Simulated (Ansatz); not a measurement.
## A series in volume scale on Rh

Free energy against uniform scaling of the volume at fixed shape and fractions; periodic cell, basis, potentials, k mesh and filling as listed. The results are calculated, by Ansatz 0.2.0.

The cell before it is scaled or strained (space group P6_3/mmc, No. 194):
```
Rh
1.0
      2.7310     0.0000     0.0000
     -1.3655     2.3651     0.0000
      0.0000     0.0000     4.4285
Rh
2
Direct
  0.66667 0.33333 0.75000
  0.33333 0.66667 0.25000
```

Settings of every row: functional PBEsol; dispersion none; potentials all-electron LAPW; k mesh 12x12x7; k shift 0x0x0; occupations fermi dirac; smearing width 0.05 eV; spin none; SCF threshold exponent -10.

Limits: coarse k mesh, up to 40 meV an atom off; the cell comes from a prototype or a list of computed structures and needn't be the stable phase.

| row | volume scale | V (Å³/atom) | energy above lowest point (meV/atom) |
| --- | --- | --- | --- |
| 1 | 0.94 | 13.444 | 0 |
| 2 | 0.97 | 13.873 | ? |
| 3 | 1 | 14.302 | 33.2 |
| 4 | 1.03 | 14.731 | 78.2 |
| 5 | 1.06 | 15.16 | 137.7 |

Question: what energy above lowest point should row 2 give?

Worked fit of energy above lowest point. Take u = (V_r/V)^(2/3) − 1 with V_r = 14.517 Å³ an atom, which is twice the finite (Eulerian) strain; such expansions in the strain, on which the Birch-Murnaghan equation of state is built, carry the rest volume and the bulk modulus. The shown rows have u = 0.05252, 0.01, -0.00971, -0.02848. Least squares give energy above lowest point = 53.69 − 2273.9 × u + 23824 × u² meV/atom; a straight line predicts inner rows, each left out in turn, worse (root mean square 24 against 0.38 meV/atom). The rows lie off it by 0.0, -0.1, 0.2, -0.1. Its lowest point lies at u = 0.0477, or V = 13.54 Å³ an atom, and the curvature there gives the bulk modulus at fixed shape and fractions, B = (4/9)(1 + u)² E″(u)/V = 275 GPa. Letting shape and atoms relax would as a rule lower it, by much in layered, chain or molecular crystals. The withheld row has u = 0.03071, so the fit gives 53.69 − 2273.9 × (0.03071) + 23824 × (0.03071)² = 6.3 meV/atom.

The calculation gave 5.8 meV/atom. The fit lies 0.5 meV/atom (8.6 % of the value, 0.36 % of the column's range) above it; its largest miss of a shown row is 0.2 meV/atom.
